**Breit and QED shifts of the 3p3/2 level from Si+ to Tl+: one screening factor for three shifts**

The table holds the 3p3/2 eigenvalue and its first-order Breit, self-energy and vacuum-polarisation shifts for 25 singly charged ions, from four-component Dirac-Coulomb Hartree-Fock averaged over the configuration. The program takes an inner-amplitude factor S(Z) from the vacuum polarisation over the point-nucleus Dirac Uehling value and tests whether the same S scales the Breit shift as bα²⟨r⁻³⟩ and the self-energy as F(α/π)(Zα)⁴mc²/27. The output gives b = 1.55 with an rms spread of 3.3 % of the mean, against 38 % when S is taken from the eigenvalue; F is less constant, running from 0.238 to 0.371 with an rms spread of 14.7 % of its mean, while S lies 17 % (Ni+) and 8 % (Er+) below the value from the computed ⟨r⁻³⟩. Local powers of Z show a dip of all three shifts at Ni+ and show that the kinks of QED / |ε| come from the eigenvalue. The values of Z at which each term passes thresholds between 0.001 and 1 eV are also printed, where they lie within the table.

Singly charged ions, computed with the B-spline radial atomic code, version 1: Dirac-Coulomb Hartree-Fock averaged over the nl configuration, Fermi nucleus. Shifts of the 3p3/2 eigenvalue ε are first-order on frozen orbitals (positive: less bound): zero-frequency Breit (Gaunt plus retardation), Flambaum-Ginges self-energy, Uehling plus Wichmann-Kroll vacuum polarisation.

## Analysis program

```python
# Table: 3p3/2 eigenvalue and first-order Breit, self-energy (SE), vacuum-polarisation (VP) shifts of +1 ions,
# B-spline Dirac-Coulomb Hartree-Fock. Test: one inner-amplitude factor S(Z), taken from VP over the bare
# Dirac Uehling value, also scales Breit (b a^2 <r^-3>) and SE; rival: S from the eigenvalue.
T = {
    'ion': ['Si+', 'Cl+', 'Ca+', 'Ti+', 'Mn+', 'Ni+', 'Ga+', 'As+', 'Kr+', 'Zr+', 'Tc+', 'Rh+', 'Cd+', 'Sb+', 'Xe+', 'Ba+', 'Pr+', 'Sm+', 'Tb+', 'Er+', 'Yb+', 'Ta+', 'Os+', 'Au+', 'Tl+'],
    'Z': [14, 17, 20, 22, 25, 28, 31, 33, 36, 40, 43, 45, 48, 51, 54, 56, 59, 62, 65, 68, 70, 73, 76, 79, 81],
    'N': [13, 16, 19, 21, 24, 27, 30, 32, 35, 39, 42, 44, 47, 50, 53, 55, 58, 61, 64, 67, 69, 72, 75, 78, 80],
    'configuration': ['[Ne] 3s2 3p1', '[Ne] 3s2 3p4', '[Ar] 4s1', '[Ar] 3d2 4s1', '[Ar] 3d5 4s1', '[Ar] 3d9', '[Ar] 3d10 4s2', '[Ar] 3d10 4s2 4p2', '[Ar] 3d10 4s2 4p5', '[Kr] 4d2 5s1', '[Kr] 4d5 5s1', '[Kr] 4d8', '[Kr] 4d10 5s1', '[Kr] 4d10 5s2 5p2', '[Kr] 4d10 5s2 5p5', '[Xe] 6s1', '[Xe] 4f3 6s1', '[Xe] 4f6 6s1', '[Xe] 4f9 6s1', '[Xe] 4f12 6s1', '[Xe] 4f14 6s1', '[Xe] 4f14 5d3 6s1', '[Xe] 4f14 5d6 6s1', '[Xe] 4f14 5d10', '[Xe] 4f14 5d10 6s2'],
    'e': [-15.9182, -25.0938, -42.8752, -56.0382, -76.2216, -91.8593, -130.058, -169.889, -238.142, -360.529, -462.458, -530.386, -651.918, -802.802, -971.392, -1098.43, -1274.55, -1457.9, -1650.77, -1853.98, -1995.45, -2247.52, -2518.52, -2803.85, -3014.88],  # eV
    'breit': [0.004136, 0.01315, 0.03174, 0.05054, 0.08905, 0.1409, 0.2186, 0.2891, 0.4244, 0.6673, 0.901, 1.084, 1.405, 1.787, 2.236, 2.575, 3.146, 3.797, 4.534, 5.362, 5.969, 6.97, 8.083, 9.317, 10.21],  # eV
    'self_energy': [6.39e-05, 0.000237, 0.000658, 0.00115, 0.00229, 0.00405, 0.00698, 0.0099, 0.0161, 0.0287, 0.0423, 0.0538, 0.0756, 0.104, 0.14, 0.169, 0.221, 0.286, 0.364, 0.459, 0.532, 0.659, 0.809, 0.986, 1.12],  # eV
    'vac_pol': [-4.01e-08, -2.2e-07, -8.32e-07, -1.73e-06, -4.33e-06, -9.25e-06, -1.89e-05, -2.96e-05, -5.5e-05, -0.000115, -0.000189, -0.000257, -0.000396, -0.000591, -0.000861, -0.00109, -0.00153, -0.00211, -0.00286, -0.00382, -0.0046, -0.00599, -0.00773, -0.00987, -0.0115],  # eV
    'se_over_vp': [-1590, -1080, -791, -664, -530, -437, -370, -335, -292, -249, -224, -209, -191, -176, -162, -155, -144, -135, -127, -120, -116, -110, -105, -99.9, -97.0],
    'qed_share': [4.01, 9.44, 15.3, 20.5, 30.0, 44.0, 53.5, 58.1, 67.3, 79.2, 91.0, 101, 115, 129, 143, 153, 172, 194, 219, 245, 264, 291, 318, 348, 368],  # ppm
}
import numpy as np
from scipy.constants import alpha as a, physical_constants as pc
from scipy.special import gamma as G
from scipy.integrate import quad
Ha = pc['Hartree energy in eV'][0]
ion = T['ion']; Z = np.array(T['Z'], float)
e, br, se, vp, rat, sh = [np.array(T[k], float) for k in ('e','breit','self_energy','vac_pol','se_over_vp','qed_share')]
def hyd(z):  # point-nucleus Dirac 3p3/2: <r^-3>, Uehling (hartree)
    g = np.sqrt(4-(z*a)**2); N = np.sqrt(5+2*g); E = (1+g)/N; A = N+2; B = A/(2*g+1)
    c = [(1+E)*(A-1)**2+(1-E)*(A+1)**2, -2*B*((1+E)*(A-1)+(1-E)*(A+1)), 2*B*B]
    m = lambda p, s=1.0: sum(c[k]*G(2*g+k+p+1)/s**(2*g+k+p+1) for k in range(3))
    I = quad(lambda t: np.sqrt(t*t-1)/t**2*(1+0.5/t**2)*m(-1, 1+t*N/(z*a)), 1, np.inf, epsabs=0, epsrel=1e-8)[0]
    return (2*z/N)**3*m(-3)/m(0), -2*a/(3*np.pi)*z*(2*z/N)*I/m(0)
r3H, uH = np.array([hyd(z) for z in Z]).T
# further output of the same runs, np3/2: Z, n, <r^-3>, Breit, SE, Uehling, Wichmann-Kroll (atomic units)
X = [(28,2,605.86,0.043066,0.0010066,-2.5687e-6,3.2498e-8),(28,3,73.112,0.0051791,1.4873e-4,-3.4435e-7,4.3122e-9),
     (68,2,12161.82,0.94118,0.065813,-5.9548e-4,3.5752e-5),(68,3,2669.691,0.19706,0.01686,-1.4925e-4,8.8244e-6),
     (68,4,588.28,0.043144,0.0036649,-3.3782e-5,1.9915e-6),(68,5,66.323,0.0048482,4.1164e-4,-3.8215e-6,2.2515e-7)]
w1, w2 = -X[1][6]/X[1][5], -X[3][6]/X[3][5]; pw = np.log(w2/w1)/np.log(68/28); w = w1*(Z/28)**pw
S = vp/Ha/(uH*(1-w)); sig = Z*(1-S**(1/3))
b = br/Ha/(a*a*S*r3H); F = se/Ha/(S*a**3/np.pi*Z**4/27)
Se = (3*np.sqrt(2*abs(e)/Ha)/Z)**3; bR = br/Ha/(a*a*Se*r3H)
u = uH/(-(2/105)*(8/9)*a**5/np.pi*Z**6/27)
fl = lambda x: 0.5*10**(np.floor(np.log10(abs(x)))-2)/abs(x)
loc = lambda y: np.r_[np.nan, np.diff(np.log(abs(y)))/np.diff(np.log(Z))]
pe, pb, ps, pv, pq = map(loc, (e, br, se, vp, sh))
pf = np.r_[np.nan, (fl(se)[1:]+fl(se)[:-1])/np.diff(np.log(Z))]
print('S=(1-sig/Z)^3 from VP; b,bRival=Breit/(a^2 S r3H); p=dln/dlnZ from previous row; fl=rounding floor of pSE')
print('ion S sig b F bRival Br/SE | pE pBr pSE pVP pShare fl')
for i in range(len(Z)):
    print(f'{ion[i]} {S[i]:.3f} {sig[i]:.1f} {b[i]:.2f} {F[i]:.3f} {bR[i]:.1f} {br[i]/se[i]:.1f} | '
          f'{pe[i]:.2f} {pb[i]:.2f} {ps[i]:.2f} {pv[i]:.2f} {pq[i]:.2f} {pf[i]:.2f}')
gl = lambda y: np.polyfit(np.log(Z), np.log(abs(y)), 1)[0]
print('global exponents E,Br,SE,VP,SE/VP,share:', *[f'{gl(y):.2f}' for y in (e, br, se, vp, rat, sh)])
print('exponents after dividing by S: Br,SE,VP:', *[f'{gl(y/S):.2f}' for y in (br, se, vp)], f'; S itself {gl(S):.2f}')
for nm, y in (('b', b), ('bRival', bR), ('F', F)):
    d = y/y.mean()-1; k = np.argmax(abs(d))
    print(f'{nm}: mean {y.mean():.3f} min {y.min():.3f} ({ion[y.argmin()]}) max {y.max():.3f} ({ion[y.argmax()]}) '
          f'rms {100*d.std():.1f}% worst {ion[k]} {100*d[k]:+.0f}%')
print(f'rounding floor max: SE {100*fl(se).max():.2f}% VP {100*fl(vp).max():.2f}%; growth last/first Br {br[-1]/br[0]:.3g} '
      f'SE {se[-1]/se[0]:.3g} VP {vp[-1]/vp[0]:.3g} S {S[-1]/S[0]:.3g}')
q = abs(rat)*(Z*a)**2
print(f'|SE/VP|(Za)^2 first,last {q[0]:.1f},{q[-1]:.1f}; Uehling exact/leading {u[0]:.3f},{u[-1]:.3f}; '
      f'WK share {100*w[0]:.1f}%,{100*w[-1]:.1f}% (Ni {100*w1:.2f}%, Er {100*w2:.2f}%, power {pw:.2f})')
print(f'growth x{q[-1]/q[0]:.2f} = F x{F[-1]/F[0]:.2f}, Uehling range x{u[0]/u[-1]:.2f}, WK x{(1-w[0])/(1-w[-1]):.2f} (identity)')
for x in (X[1], X[3]):
    i = list(Z).index(x[0])
    print(f'{ion[i]} S from VP {S[i]:.3f}, from further <r-3> {x[2]/r3H[i]:.3f}, rival from eps {Se[i]:.3f}; Uehl exact/lead {u[i]:.3f}')
print('further (Z,np3/2) Br/(a^2 r3):', *[f'{x[0]},{x[1]}:{x[3]/a**2/x[2]:.3f}' for x in X])
print('further SE/(3a^3 Z r3/pi):', *[f'{x[0]},{x[1]}:{x[4]/(3*a**3/np.pi*x[0]*x[2]):.3f}' for x in X])
print('further SE/VP:', *[f'{x[0]},{x[1]}:{x[4]/(x[5]+x[6]):.0f}' for x in X])
print(f'further 3s SE/VP: Ni {0.0028907/(-0.0002347+1.6454e-6):.1f} Er {0.13111/(-0.020983+0.00071437):.1f}')
for nm, y in (('Breit', br), ('SE', se), ('|VP|', abs(vp))):
    print(nm, 'Z at 0.001,0.01,0.1,1 eV:', *[f'{np.exp(np.interp(np.log(t), np.log(y), np.log(Z), np.nan, np.nan)):.0f}'
                                            for t in (1e-3, 1e-2, 0.1, 1)])
print(f'Breit/|eps| ppm first {1e6*br[0]/abs(e[0]):.0f} last {1e6*br[-1]/abs(e[-1]):.0f}')
assert (br > se).all() and (se > 0).all() and (vp < 0).all()
assert -2 < gl(rat) < -1 and gl(br) < gl(se) < gl(vp)
j = ion.index('Ni+')
assert ps[j] < ps[j-1] and ps[j] < ps[j+1] and pe[j] < pe[j+1]-1
```

It prints:

```
S=(1-sig/Z)^3 from VP; b,bRival=Breit/(a^2 S r3H); p=dln/dlnZ from previous row; fl=rounding floor of pSE
ion S sig b F bRival Br/SE | pE pBr pSE pVP pShare fl
Si+ 0.054 8.7 1.54 0.247 6.7 64.7 | nan nan nan nan nan nan
Cl+ 0.095 9.2 1.56 0.240 10.7 55.5 | 2.34 5.96 6.75 8.77 4.41 0.01
Ca+ 0.139 9.7 1.57 0.238 11.6 48.2 | 3.30 5.42 6.28 8.18 2.97 0.02
Ti+ 0.165 9.9 1.58 0.239 12.3 43.9 | 2.81 4.88 5.86 7.68 3.07 0.05
Mn+ 0.196 10.5 1.59 0.240 13.6 38.9 | 2.41 4.43 5.39 7.18 2.98 0.05
Ni+ 0.216 11.2 1.61 0.244 16.1 34.8 | 1.65 4.05 5.03 6.70 3.38 0.03
Ga+ 0.245 11.6 1.61 0.248 14.7 31.3 | 3.42 4.32 5.35 7.02 1.92 0.02
As+ 0.266 11.8 1.61 0.251 13.0 29.2 | 4.27 4.47 5.59 7.18 1.32 0.02
Kr+ 0.299 11.9 1.61 0.257 11.4 26.4 | 3.88 4.41 5.59 7.12 1.69 0.04
Zr+ 0.339 12.1 1.61 0.265 9.5 23.3 | 3.94 4.30 5.49 7.00 1.55 0.05
Tc+ 0.367 12.2 1.60 0.270 8.7 21.3 | 3.44 4.15 5.36 6.87 1.92 0.04
Rh+ 0.384 12.3 1.59 0.274 8.5 20.1 | 3.01 4.07 5.29 6.76 2.29 0.05
Cd+ 0.407 12.4 1.59 0.281 8.0 18.6 | 3.20 4.02 5.27 6.70 2.01 0.02
Sb+ 0.427 12.6 1.58 0.289 7.3 17.2 | 3.43 3.97 5.26 6.60 1.89 0.09
Xe+ 0.447 12.7 1.57 0.295 6.8 16.0 | 3.33 3.92 5.20 6.58 1.80 0.15
Ba+ 0.458 12.8 1.57 0.301 6.4 15.2 | 3.38 3.88 5.18 6.48 1.86 0.18
Pr+ 0.476 12.9 1.56 0.308 6.2 14.2 | 2.85 3.84 5.14 6.50 2.24 0.10
Sm+ 0.492 13.1 1.54 0.316 6.0 13.3 | 2.71 3.79 5.20 6.48 2.43 0.08
Tb+ 0.506 13.2 1.53 0.323 5.9 12.5 | 2.63 3.75 5.10 6.44 2.57 0.07
Er+ 0.520 13.3 1.51 0.331 5.7 11.7 | 2.57 3.72 5.14 6.41 2.49 0.05
Yb+ 0.529 13.4 1.50 0.336 5.7 11.2 | 2.54 3.70 5.09 6.41 2.58 0.07
Ta+ 0.539 13.6 1.48 0.345 5.4 10.6 | 2.83 3.69 5.10 6.29 2.32 0.04
Os+ 0.550 13.7 1.46 0.354 5.2 10.0 | 2.83 3.68 5.09 6.33 2.20 0.03
Au+ 0.559 13.9 1.45 0.363 5.0 9.4 | 2.77 3.67 5.11 6.31 2.33 0.03
Tl+ 0.562 14.1 1.44 0.371 4.8 9.1 | 2.90 3.66 5.10 6.11 2.24 0.20
global exponents E,Br,SE,VP,SE/VP,share: 3.12 4.28 5.43 6.98 -1.55 2.31
exponents after dividing by S: Br,SE,VP: 3.11 4.27 5.81 ; S itself 1.16
b: mean 1.554 min 1.442 (Tl+) max 1.614 (As+) rms 3.3% worst Tl+ -7%
bRival: mean 8.609 min 4.839 (Tl+) max 16.103 (Ni+) rms 38.3% worst Ni+ +87%
F: mean 0.289 min 0.238 (Ca+) max 0.371 (Tl+) rms 14.7% worst Tl+ +28%
rounding floor max: SE 0.48% VP 0.46%; growth last/first Br 2.47e+03 SE 1.75e+04 VP 2.87e+05 S 10.4
|SE/VP|(Za)^2 first,last 16.6,33.9; Uehling exact/leading 0.879,0.700; WK share 0.4%,8.0% (Ni 1.25%, Er 5.91%, power 1.75)
growth x2.04 = F x1.51, Uehling range x1.25, WK x1.08 (identity)
Ni+ S from VP 0.216, from further <r-3> 0.261, rival from eps 0.022; Uehl exact/lead 0.799
Er+ S from VP 0.520, from further <r-3> 0.566, rival from eps 0.137; Uehl exact/lead 0.702
further (Z,np3/2) Br/(a^2 r3): 28,2:1.335 28,3:1.330 68,2:1.453 68,3:1.386 68,4:1.377 68,5:1.373
further SE/(3a^3 Z r3/pi): 28,2:0.160 28,3:0.196 68,2:0.214 68,3:0.250 68,4:0.247 68,5:0.246
further SE/VP: 28,2:-397 28,3:-437 68,2:-118 68,3:-120 68,4:-115 68,5:-114
further 3s SE/VP: Ni -12.4 Er -6.5
Breit Z at 0.001,0.01,0.1,1 eV: nan 16 26 44
SE Z at 0.001,0.01,0.1,1 eV: 21 33 51 79
|VP| Z at 0.001,0.01,0.1,1 eV: 55 79 nan nan
Breit/|eps| ppm first 260 last 3387
```
